## Exciton size and the diffuse states of a fluoroallene-yne

The exciton size is the root-mean-square distance between the electron and the hole that an excitation creates. It was obtained here from the excitation amplitudes of time-dependent density-functional theory, for eight singlet states of one molecule at one fixed geometry. Six of the states have a size of about 3 Å, roughly two carbon–carbon bonds. The other two, states 5 and 7, are larger by about half an ångström.

Vertical singlet excitations of the neutral fluoroallene-yne C#CC(C)=C=CF (C6H5F) in the gas phase, computed with PySCF 2.14.0 at the PBE0-D3(BJ)/def2-SVP geometry. The method is full TDDFT, without the Tamm-Dancoff approximation, at the CAM-B3LYP/def2-TZVPD level with density fitting and core orbitals frozen in the response.

```tsv
row	singlet state	singlet energy (eV)	singlet exciton size (Å)	singlet orbital overlap lambda	singlet main from	singlet main to
1	1	4.700	2.830	0.510	HOMO-1	LUMO
2	2	5.460	2.790	0.420	HOMO-2	LUMO
3	3	5.510	2.910	0.740	HOMO	LUMO
4	4	5.810	2.900	0.420	HOMO	LUMO+2
5	5	6.630	3.470	0.400	HOMO	LUMO+1
6	6	6.820	3.030	0.410	HOMO	LUMO+6
7	7	7.010	3.580	0.420	HOMO-1	LUMO+1
8	8	7.120	2.850	0.590	HOMO-3	LUMO
```

### The break

Among the six compact states the size hardly depends on the excitation energy. A straight line in energy through these six has a slope that cannot be told from zero, and states 5 and 7, which were kept out of it, lie 0.55 and 0.64 Å above it. The smaller of these breaks is still five times the largest miss within the six. The printed output below the text gives the details.

Size does not simply grow as the states climb in energy. State 8 lies about half an electronvolt above state 5, yet it is as compact as state 1. A line through all eight states therefore makes state 8 too large by 0.39 Å. What matters more is how far the electron spreads, and the energy is only a loose guide to that.

### Where the extra size sits

Three different changes can enlarge an exciton: the electron cloud can move away from the hole, one of the clouds can swell, or the electron and the hole can lose their tendency to stay close together. The size d contains all three:

d² = D² + h² + e² − 2 r h e

Here D is the distance between the centres of the hole and the electron, h and e are the spreads of the two clouds about their own centres, and r is their correlation, positive when the electron tends to stay near the hole. The relation follows from the definition of a mean-square distance, so it shows where the size comes from but does not test a cause.

State 5 serves as the worked case. Its D is 0.323 Å, h is 1.953 Å, e is 3.120 Å and r is 0.132:

d² = 0.10 + 3.81 + 9.73 − 1.61 = 12.0 Å², so d = 3.47 Å

The electron spread supplies by far the largest term. If it is replaced by 2.426 Å, the mean of the six compact states, and the rest is kept, the sum becomes

d² = 0.10 + 3.81 + 5.89 − 1.25 = 8.55 Å², so d = 2.92 Å

The excess has gone. The same replacement brings state 7 down to 2.89 Å, also within the range of the compact states. Both breaks thus come from a swollen electron cloud. The compact states were picked by this same spread, with a limit of 3 Å, so the line measures the breaks but is no independent proof of their origin.

State 8 is compact for a further reason. It mixes several orbital pairs, and the pair given in the table, HOMO-3 to LUMO, makes up well under half of it. Its electron spread of 2.66 Å is above the compact mean, but its correlation of 0.297 is the strongest of the eight states and keeps the size at 2.85 Å.

### Why moving charge does not make a large exciton

States 1 and 2 shift charge the furthest, with the centres of electron and hole about 1 Å apart, yet they are compact. In state 1 the hole sits mainly on the fluorinated end of the allene, and the electron moves towards the ethynyl side. In state 2 the hole sits on the ethynyl group, and the electron moves the other way.

The squares in the formula explain why this shift costs so little size. In state 1 the displacement adds only about 1.2 Å² to a total of 8.0 Å². The hole is also confined to one end of the molecule, so its own spread is small and offsets part of the shift. As long as both clouds stay in π orbitals on the same short carbon frame, that frame limits the size, wherever the charge moves within it.

### Why the electron cloud swells

The natural reading is that states 5 and 7 have partial Rydberg character. In a Rydberg state the electron occupies a diffuse orbital, held mainly by the overall attraction of the positive ion and not by the bonding pattern of the π system. Such an orbital reaches well beyond the carbon frame, which no longer limits the size.

The energies offer a second, separate clue. For a singlet dominated by one orbital pair, the excitation energy is roughly the gap between the two orbitals, minus the attraction between electron and hole, plus an exchange term that grows when the two orbitals occupy the same space with matching shape. A diffuse electron has little exchange with the hole and feels nearly the same attraction wherever in the molecule the hole lies. Taking the electron from a deeper orbital should then raise the energy by about the difference between the two hole orbitals.

States 5 and 7 behave in this way. Both lead mainly to LUMO+1, one from the HOMO (the highest occupied orbital) and the other from HOMO-1, which lies 0.40 eV deeper. State 7 is higher than state 5 by 0.38 eV. So close a match is better than the argument deserves, because LUMO+1 accounts for only about half of state 5 and two thirds of state 7.

The valence states with the same two holes serve as a control. States 3 and 1 both lead mainly to the LUMO, the lowest empty orbital, but here the deeper hole gives the lower energy, by 0.81 eV. State 3 is the strongly absorbing excitation within the conjugated π system, where a large exchange term is expected to push the singlet up. In state 1 the hole lies in a π system nearly perpendicular to the one that receives the electron, and this term should be small. The exchange terms themselves were not computed. Compact electrons feel such differences strongly, while the diffuse ones seem hardly to notice them.

The Rydberg assignment remains an inference from spread and spacing. Diffuse states also depend on the outermost basis functions, so the sizes and energies of states 5 and 7 are less secure than those of the lowest three. States 6 and 8 have larger electron spreads than the other compact states, so the limit of 3 Å is a practical choice and not a sharp border between valence and diffuse states.

### What the orbital overlap misses

The column singlet orbital overlap lambda measures how far the orbitals of an excitation share the same space, from 0 to 1. A low value can come from charge transfer or from a diffuse electron, among other causes. States 2 and 7 have the same value, 0.42, yet they are the smallest and the largest excitons in the table. In state 2 the electron moves along the frame into a different π system, whereas in state 7 it spreads beyond the frame. The distance between the centres and the spread of the electron, read together, tell these two cases apart. State 4 shows that a low overlap need not mean either: its value is also 0.42, although the centres are only 0.48 Å apart and the electron spread is an ordinary 2.44 Å. A likely cause is that the electron enters π orbitals perpendicular to those of the hole, which would lower the overlap without moving the charge far.

Numerical output:

```
fit of singlet_exciton_size on 6 rows (se < 3): constant 2.617 +/- 0.24, coefficient of singlet_energy 0.04539 +/- 0.04; rms 0.0666, worst 6 -0.103, leave-one-out rms 0.112
  rows outside the fit (model, value, miss): 5 2.918, 3.47, -0.552; 7 2.935, 3.58, -0.645
fit of singlet_exciton_size on 8 rows: constant 1.823 +/- 0.72, coefficient of singlet_energy 0.1993 +/- 0.12; rms 0.234, worst 8 0.392, leave-one-out rms 0.316
Parts of the exciton size in angstrom:
  row  hole-electron distance  hole spread  electron spread  size from parts  size with mean compact electron spread  size above compact line
    1                   1.077        1.635            2.125            2.827                                   3.052                -0.000379
    2                   1.049        1.555            2.195            2.794                                   2.969                 -0.07488
    3                   0.574        1.906            2.347            2.907                                   2.965                  0.04285
    4                   0.479        1.947             2.44            2.896                                   2.886                  0.01924
    5                   0.323        1.953             3.12             3.47                                   2.925                    0.552
    6                   0.572        1.933            2.785             3.03                                   2.766                   0.1034
    7                   0.644        1.732            3.274            3.585                                    2.89                   0.6448
    8                   0.406         2.01            2.664             2.85                                   2.682                 -0.09023
Mean electron spread of the six compact states (angstrom): 2.426
Smallest break divided by largest miss among the compact six: 5.339
HOMO energy less HOMO-1 energy (eV): 0.3964
Energy of state 7 less state 5, both mainly to LUMO+1 (eV): 0.38
Energy of state 1 less state 3, both mainly to LUMO (eV): -0.81
Number of states with overlap below 0.43: 5
Smallest exciton size among them (angstrom): 2.79
Largest exciton size among them (angstrom): 3.58
```
